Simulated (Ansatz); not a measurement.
**A small benchmark: atomisation enthalpy at 298 K**

8 molecules holding an element past argon; the atomisation enthalpy at 298 K in kJ/mol, computed less measured. Shapes, held fixed at every level: PBE0-D4/def2-TZVP. Thermal terms are harmonic and unscaled (PBE0-D4/def2-TZVP); the spin-orbit lowering of the free atoms is taken from their spectra. Programs: Ansatz 0.2.0. Measured values: Active Thermochemical Tables, CRC Handbook of Chemistry and Physics, NIST-JANAF tables.

Levels: A = B3LYP-D4/def2-TZVPP; B = BHLYP-D4/def2-TZVPP; C = B2PLYP/def2-TZVPP; D = MP2/def2-SVP.

```
                      molecule  from tabulated heats    A     B    C     D
CBr3Cl (tribromochloromethane)                  1121  -51  -135  -61   -75
       CH2Br2 (dibromomethane)                  1373  -17   -68  -28   -81
          CH3I (methyl iodide)                  1463   -9   -47  -22   -93
CHBrCl2 (bromodichloromethane)                  1341  -31   -99  -42   -85
     GeF4 (tetrafluorogermane)                  1880  -36  -142  -10    -7
    SiI4 (SMILES I[Si](I)(I)I)                   987  -34   -57  -54  -108
  SeF6 (selenium hexafluoride)                  1820  -21  -229  -13   -94
          C2H5Br (bromoethane)                  2699   -5   -68  -30  -117
```

Task: Sum up the errors.

Result: 
```tsv
level	kind	mean error	mean absolute error	worst case
B3LYP-D4/def2-TZVPP	global hybrid	-25.5	25.5	CBr3Cl
BHLYP-D4/def2-TZVPP	global hybrid	-105.6	105.6	SeF6
B2PLYP/def2-TZVPP	double hybrid	-32.5	32.5	CBr3Cl
MP2/def2-SVP	perturbation theory	-82.5	82.5	C2H5Br
```

On this set B3LYP-D4/def2-TZVPP has the smallest mean absolute error and BHLYP-D4/def2-TZVPP the largest. B3LYP-D4/def2-TZVPP is too low in 8 of 8; BHLYP-D4/def2-TZVPP is too low in 8 of 8; B2PLYP/def2-TZVPP is too low in 8 of 8; MP2/def2-SVP is too low in 8 of 8. The heats of GeF4, SiI4, SeF6 come from older tables and can be uncertain by 10 kJ/mol or more. The molecules' own spin-orbit binding is left out, so errors for heavy halides read too negative. Heats of the atoms come from ATcT where it has them. The levels differ in basis as well as in method. With so many references in doubt the order of the levels isn't settled. Correlated wave functions converge slowly with the basis. For atoms past krypton def2 sets carry core potentials with scalar relativity. Relativity is left out for Br, Ge, Se. Outer-core shells of Br, Ge, I, Se are correlated, in sets that cover them unevenly. The set is small.

Going from B3LYP to BHLYP deepens the underbinding in every molecule, and since the reference value cancels in that difference, it reflects the functionals themselves. The larger share of exact exchange removes part of the left-right correlation that semilocal exchange mimics, and the LYP term does not restore it. The loss is greatest in SeF6 (-21 against -229), where six polar bonds and crowded fluorine lone pairs make a mean-field description especially poor.

Among the halomethanes, CHBrCl2 is more underbound than CH2Br2 at all four levels despite having one bromine fewer. Missing spin-orbit binding therefore cannot be the whole explanation; poorly described correlation between neighbouring halogens probably contributes.

MP2 commonly overbinds near the basis-set limit, so its uniform deficit here most likely comes from the small double-zeta set. The near agreement for GeF4 then suggests cancellation of errors, and these results are no measure of MP2's intrinsic accuracy.
